**Twist from staggered, silyl repulsion or dipole: conformer energies of 2,3,5-trisilylhexane**

The table holds torsions, GFN2-xTB and LC-wPBE-D3(BJ)/6-31G(d) energies, free energies, Boltzmann weights at 298.15 K and dipoles of five conformers of C6H20Si3 at GFN2-xTB geometries. The program fits the DFT energies by least squares to a threefold twist index, to a fixed gauche Si/Si penalty and to the squared dipole, and counts gauche and syn-pentane contacts for all 27 staggered rotamers from ideal geometry. The twist fit (slope 1.47 kcal/mol) leaves 0.13 kcal/mol rms, against 0.65 and 0.66 for the other two and a raw spread of 0.68, but it leans on conformers 4 and 5 and does not order conformers 1 to 3. Only conformer 5 has a syn-pentane contact, and one of the four contact-free rotamers corresponds to none of the five rows. The share with gauche silyls is 67.6%, 57.9% or 17.1% when recomputed from free energies, DFT energies or GFN2-xTB energies.

Gas-phase conformers of 2,3,5-trisilylhexane, computed with PySCF 2.14.0 and tblite 0.8.0: LC-wPBE-D3(BJ)/6-31G(d) energies at GFN2-xTB geometries. Free energies and weights, at 298.15 K, add GFN2-xTB quasi-harmonic terms to the DFT energies. The torsions are, in order, Si3-C2-C4-C5, C2-C4-C5-Si6 and Si6-C5-C7-Si9.

## Numerical check

```python
# Table: five conformers of C6H20Si3 (2,3,5-trisilylhexane); PySCF LC-wPBE-D3(BJ)/6-31G(d) energies at tblite GFN2-xTB minima,
# free energies, weights (298.15 K), dipoles. Tested: does twist from staggered, a gauche Si/Si penalty or the dipole set the DFT energy?
T = {
    'conformer_number': [1, 2, 3, 4, 5],
    'conformer_torsions_in_degrees': ['(-61,-62,170)', '(-60,-62,-60)', '(-174,-174,-75)', '(-160,-155,-52)', '(-163,-125,173)'],
    'conformer_gfn2_energy_at_gfn2_minimum': [0.0, 1.05, 2.09, 2.6, 2.08],  # kcal/mol
    'conformer_dft_energy': [0.0, 0.28, 0.25, 1.08, 1.83],  # kcal/mol
    'conformer_free_energy': [0.0, 0.09, 0.1, 0.41, 1.71],  # kcal/mol
    'conformer_weight': [30.6, 26.4, 26.0, 15.3, 1.7],  # %
    'conformer_dipole': [0.71, 0.61, 1.19, 1.14, 0.46],  # D
}
import re, itertools
import numpy as np
from scipy import constants as sc
tor = np.array([[float(x) for x in re.findall(r"-?\d+\.?\d*", str(s).replace("\u2212", "-"))] for s in T["conformer_torsions_in_degrees"]])
X, E, G, W, mu = (np.array(T["conformer_" + k], float) for k in ("gfn2_energy_at_gfn2_minimum", "dft_energy", "free_energy", "weight", "dipole"))
kcal = 1000 * sc.calorie
kT = sc.R * 298.15 / kcal
f = lambda a, d=2: " ".join("%.*f" % (d, x) for x in a)
rms = lambda r: float(np.sqrt(np.mean(r ** 2)))
w = lambda x: 180 - (180 - x) % 360
near = lambda p: min((-60, 60, 180), key=lambda s: abs(w(p - s)))
def contacts(a, b, c):  # other heavy atoms placed at ideal 120 deg from the SMILES stereocentres
    A, B, C, D = [a, w(a - 120)], [b, w(b - 120)], [w(c + 120), w(c + 240)], [c, w(c + 120)]
    syn = sum(x * y == -3600 for x in A for y in B) + sum(B[1] * y == -3600 for y in C)
    return sum(abs(x) == 60 for x in A + B + C + D), syn
s = (1 + np.cos(np.radians(3 * tor))) / 2
S = s.sum(1)
st = [tuple(near(p) for p in r) for r in tor]
g = np.array([float(abs(r[2]) == 60) for r in st])
print("twist per bond = (1+cos 3phi)/2: 0 staggered, 1 eclipsed; S = sum; energies in kcal/mol")
for i in range(len(E)):
    print("row %d: twist %s, S %.3f; nearest staggered %s; Si/Si %s; gauche pairs %d, syn-pentane %d" % (i + 1, f(s[i], 3), S[i], st[i], "gauche" if g[i] else "anti", *contacts(*st[i])))
print("C2-C4-C5-C7 (second torsion - 120), deg:", f(w(tor[:, 1] - 120), 0))
print("C4-C5-C7-Si9 (third torsion + 120), deg:", f(w(tor[:, 2] + 120), 0))
free = [r for r in itertools.product((-60, 60, 180), repeat=3) if contacts(*r)[1] == 0]
print("staggered rotamers without syn-pentane contact: %d of 27" % len(free))
for r in free:
    print("  %s: gauche pairs %d, rows %s" % (r, contacts(*r)[0], [i + 1 for i, q in enumerate(st) if q == r] or "absent"))
def fit(cols, y):
    A = np.column_stack([np.ones(len(y))] + cols)
    c = np.linalg.lstsq(A, y, rcond=None)[0]
    loo = [y[i] - A[i] @ np.linalg.lstsq(np.delete(A, i, 0), np.delete(y, i), rcond=None)[0] for i in range(len(y))]
    return c, y - A @ c, np.array(loo)
print("rms spread of DFT energy about its mean %.2f" % E.std())
R = {}
for name, cols in (("twist S", [S]), ("gauche Si/Si", [g]), ("dipole squared (per D^2)", [mu ** 2]), ("twist S + gauche Si/Si", [S, g])):
    c, r, l = R[name] = fit(cols, E)
    print("DFT vs %s: offset %.2f, slope %s" % (name, c[0], f(c[1:])))
    print("  residuals %s; rms %.2f, worst row %d; leave-one-out rms %.2f" % (f(r), rms(r), np.abs(r).argmax() + 1, rms(l)))
V = R["twist S"][0][1]
print("twist fit, leave-one-out errors by row:", f(R["twist S"][2]))
print("rounding: 0.005 in energy; 0.5 deg moves V*twist by at most %.3f per bond" % (V * 1.5 * np.radians(0.5)))
for name, y in (("GFN2 energy", X), ("free energy", G)):
    c, r, l = fit([S], y)
    print("%s vs twist S: slope %.2f, rms %.2f, spread about mean %.2f" % (name, c[1], rms(r), y.std()))
print("GFN2 minus DFT by row:", f(X - E), "; free energy minus DFT:", f(G - E))
print("row 2 - row 1: GFN2 %.2f, DFT %.2f, free %.2f" % (X[1] - X[0], E[1] - E[0], G[1] - G[0]))
print("row 4 - row 3: GFN2 %.2f, DFT %.2f, free %.2f; torsion shifts %s deg; weight sum %.1f %%" % (X[3] - X[2], E[3] - E[2], G[3] - G[2], f(tor[3] - tor[2], 0), W[2] + W[3]))
B = lambda y: 100 * np.exp(-y / kT) / np.exp(-y / kT).sum()
print("kT %.3f; listed gauche Si/Si share %.1f %%" % (kT, W @ g))
for name, y in (("free energy", G), ("DFT energy alone", E), ("GFN2 energy alone", X)):
    print("weights from %s: %s %%; gauche share %.1f %%" % (name, f(B(y), 1), B(y) @ g))
print("weights of rows 1 2 3 5 if row 4 is not a separate minimum: %s %%" % f(B(np.delete(G, 3)), 1))
p = W / W.sum()
print("mixing entropy %.2f cal/(mol K); -T*S %.2f; weighted mean dipole magnitude %.2f D" % (-sc.R / sc.calorie * p @ np.log(p), kT * p @ np.log(p), p @ mu))
ons = -0.5 * (mu * 1e-21 / sc.c) ** 2 / (4 * np.pi * sc.epsilon_0 * (4e-10) ** 3) * sc.N_A / kcal  # rough cavity radius 4 A
print("Onsager shift of row 3 against row 1, conductor limit, rough 4 A cavity: about %.1f" % (ons[2] - ons[0]))
assert np.abs(B(G) - W).max() < 0.3
assert 0.5 < V < 3.5
assert rms(R["twist S"][1]) < 0.5 * min(rms(R["gauche Si/Si"][1]), rms(R["dipole squared (per D^2)"][1]))
assert mu.argmin() == E.argmax() and g[E.argmax()] == 0 and g[E.argmin()] == 0
```

It prints:

```
twist per bond = (1+cos 3phi)/2: 0 staggered, 1 eclipsed; S = sum; energies in kcal/mol
row 1: twist 0.001 0.003 0.067, S 0.070; nearest staggered (-60, -60, 180); Si/Si anti; gauche pairs 5, syn-pentane 0
row 2: twist 0.000 0.003 0.000, S 0.003; nearest staggered (-60, -60, -60); Si/Si gauche; gauche pairs 5, syn-pentane 0
row 3: twist 0.024 0.024 0.146, S 0.195; nearest staggered (180, 180, -60); Si/Si gauche; gauche pairs 5, syn-pentane 0
row 4: twist 0.250 0.371 0.043, S 0.664; nearest staggered (180, 180, -60); Si/Si gauche; gauche pairs 5, syn-pentane 0
row 5: twist 0.185 0.983 0.033, S 1.202; nearest staggered (180, 180, 180); Si/Si anti; gauche pairs 5, syn-pentane 1
C2-C4-C5-C7 (second torsion - 120), deg: 178 178 66 85 115
C4-C5-C7-Si9 (third torsion + 120), deg: -70 60 45 68 -67
staggered rotamers without syn-pentane contact: 4 of 27
  (-60, -60, -60): gauche pairs 5, rows [2]
  (-60, -60, 60): gauche pairs 4, rows absent
  (-60, -60, 180): gauche pairs 5, rows [1]
  (180, 180, -60): gauche pairs 5, rows [3, 4]
rms spread of DFT energy about its mean 0.68
DFT vs twist S: offset 0.06, slope 1.47
  residuals -0.16 0.22 -0.10 0.04 0.00; rms 0.13, worst row 2; leave-one-out rms 0.20
DFT vs gauche Si/Si: offset 0.91, slope -0.38
  residuals -0.91 -0.26 -0.29 0.54 0.92; rms 0.65, worst row 5; leave-one-out rms 1.24
DFT vs dipole squared (per D^2): offset 0.91, slope -0.30
  residuals -0.76 -0.52 -0.24 0.55 0.98; rms 0.66, worst row 5; leave-one-out rms 1.09
DFT vs twist S + gauche Si/Si: offset -0.06, slope 1.54 0.16
  residuals -0.05 0.18 -0.15 -0.04 0.05; rms 0.11, worst row 2; leave-one-out rms 0.28
twist fit, leave-one-out errors by row: -0.24 0.35 -0.13 0.06 0.01
rounding: 0.005 in energy; 0.5 deg moves V*twist by at most 0.019 per bond
GFN2 energy vs twist S: slope 1.28, rms 0.73, spread about mean 0.93
free energy vs twist S: slope 1.34, rms 0.21, spread about mean 0.64
GFN2 minus DFT by row: 0.00 0.77 1.84 1.52 0.25 ; free energy minus DFT: 0.00 -0.19 -0.15 -0.67 -0.12
row 2 - row 1: GFN2 1.05, DFT 0.28, free 0.09
row 4 - row 3: GFN2 0.51, DFT 0.83, free 0.31; torsion shifts 14 19 23 deg; weight sum 41.3 %
kT 0.592; listed gauche Si/Si share 67.7 %
weights from free energy: 30.7 26.4 25.9 15.4 1.7 %; gauche share 67.6 %
weights from DFT energy alone: 40.2 25.1 26.4 6.5 1.8 %; gauche share 57.9 %
weights from GFN2 energy alone: 80.5 13.7 2.4 1.0 2.4 %; gauche share 17.1 %
weights of rows 1 2 3 5 if row 4 is not a separate minimum: 36.2 31.1 30.6 2.0 %
mixing entropy 2.82 cal/(mol K); -T*S -0.84; weighted mean dipole magnitude 0.87 D
Onsager shift of row 3 against row 1, conductor limit, rough 4 A cavity: about -0.1
```
